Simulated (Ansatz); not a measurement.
## How methods differ on CClF2 (SMILES F[C](F)Cl)

CClF2 has 4 atoms, charge 0, and is taken as a doublet. As SMILES, `F[C](F)Cl`. Geometry: relaxed at PBE0-D4/def2-TZVP.

```xyz
4

F     0.0262    0.1693    1.2946
C    -0.2306   -0.1902    0.0564
F     0.5730   -1.1607   -0.3186
Cl   -0.3130    1.1212   -1.0527
```

Quantity: the energy change with the C2–Cl4 bond stretched from 1.719 to 2.149 Å, in eV. The values are calculated.

```csv
level,kind,program,value (eV),less FCI/STO-3G,CPU time (all runs)
U-r2SCAN0/STO-3G,hybrid meta-GGA,Ansatz,0.28,+0.12,9.1 s
U-wB97M-V/STO-3G,range-separated hybrid,Ansatz,0.25,+0.09,50 s
U-wB97X/STO-3G,range-separated hybrid,Ansatz,0.29,+0.13,18 s
RPA@PBE/STO-3G,RPA,Ansatz,-0.17,-0.33,4.8 s
UMP2/STO-3G,perturbation theory,Ansatz,0.41,+0.25,0.36 s
UBCCD(T)/STO-3G,coupled cluster or CI,Ansatz,0.17,+0.01,1 s
UCCSD(T)/STO-3G,coupled cluster or CI,Ansatz,0.17,+0.01,0.79 s
UCCSDT/STO-3G,coupled cluster or CI,Ansatz,0.16,0.00,2.3 s
FCI/STO-3G,exact in the basis,Ansatz,0.16,0.00,9.8 s
```

FCI/STO-3G is exact within its basis and frozen core, so for wave-function methods in that basis the difference is their error; functionals converge differently with the basis, so for them it is only a difference. The first shape isn't each level's own minimum. The values span -0.17 to 0.41 eV. All rows use very small basis sets, so even the best lies far from the true value. CPU times are rough (shared hosts, several kinds of processor): they show what a rung costs within a factor of a few.

Stretching the C–Cl bond brings its σ and σ* orbitals closer together, so correlation matters more at the longer distance. UMP2 puts the cost at 0.41 eV against the exact 0.16 eV, probably because second-order theory on an unrestricted reference recovers too little of that extra correlation. Coupled cluster with triples removes nearly all of the error, and the perturbative treatment is almost as good as the full one, so the stretched radical is still within reach of a single-reference description. RPA@PBE gets even the sign wrong, placing the stretched structure below the short one.

The exact value is itself implausibly small for so large an extension of a covalent C–Cl bond. A minimal basis has no polarization functions and little radial flexibility, which probably moves the minimum to a longer distance and leaves the starting structure on the repulsive wall. The close coupled-cluster agreement therefore supports the treatment of correlation, not the stiffness of the real bond, and it doesn't extend to full dissociation.
